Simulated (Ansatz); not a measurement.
## A series in volume scale on Pt

Results calculated with Ansatz 0.2.0, not measured. Free energy against uniform scaling of the volume at fixed shape and fractions; periodic cell, basis, potentials, k mesh and filling as listed.

The cell before it is scaled or strained (space group Fm-3m, No. 225):
```
CELL_PARAMETERS angstrom
0.00000 1.96090 1.96090
1.96090 0.00000 1.96090
1.96090 1.96090 0.00000
ATOMIC_POSITIONS crystal
Pt 0.00000 0.00000 0.00000
```

Settings of every row: functional LDA; dispersion none; potentials PAW; wave cutoff 500 eV; density cutoff 2000 eV; k mesh 13x13x13; k shift 0x0x0; occupations cold; smearing width 0.1 eV; spin none.

Limits: coarse k mesh, up to 40 meV an atom off; no spin-orbit coupling, which can matter with elements this heavy.

```
row  volume scale  V (Å³/atom)  energy above lowest point (meV/atom)
  1           0.9       13.572                                 107.8
  2         0.925       13.949                                    47
  3          0.95       14.326                                  12.3
  4         0.975       14.703                                     0
  5             1        15.08                                   6.6
  6         1.025       15.457                                     ?
  7          1.05       15.834                                  65.8
  8         1.075       16.211                                 113.8
  9           1.1       16.588                                 171.6
```

Question: what energy above lowest point should row 6 give?

Worked fit of energy above lowest point. Take u = (V_r/V)^(2/3) − 1 with V_r = 14.892 Å³ an atom, which is twice the finite (Eulerian) strain; such expansions in the strain, on which the Birch-Murnaghan equation of state is built, carry the rest volume and the bulk modulus. The shown rows have u = 0.06383, 0.04458, 0.02617, 0.00855, -0.00833, -0.04007, -0.05501, -0.06938. Least squares give energy above lowest point = 1.13 − 401 × u + 31110 × u² + 21261 × u³ meV/atom; a parabola predicts inner rows, each left out in turn, worse (root mean square 1.5 against 0.033 meV/atom). All shown rows lie on it to the printed digit. Its lowest point lies at u = 0.0064, or V = 14.75 Å³ an atom, and the curvature there gives the bulk modulus at fixed shape and fractions, B = (4/9)(1 + u)² E″(u)/V = 308 GPa. The withheld row has u = -0.02452, so the fit gives 1.13 − 401 × (-0.02452) + 31110 × (-0.02452)² + 21261 × (-0.02452)³ = 29.4 meV/atom.

The calculation gave 29.4 meV/atom. The fit meets it to the printed digit.
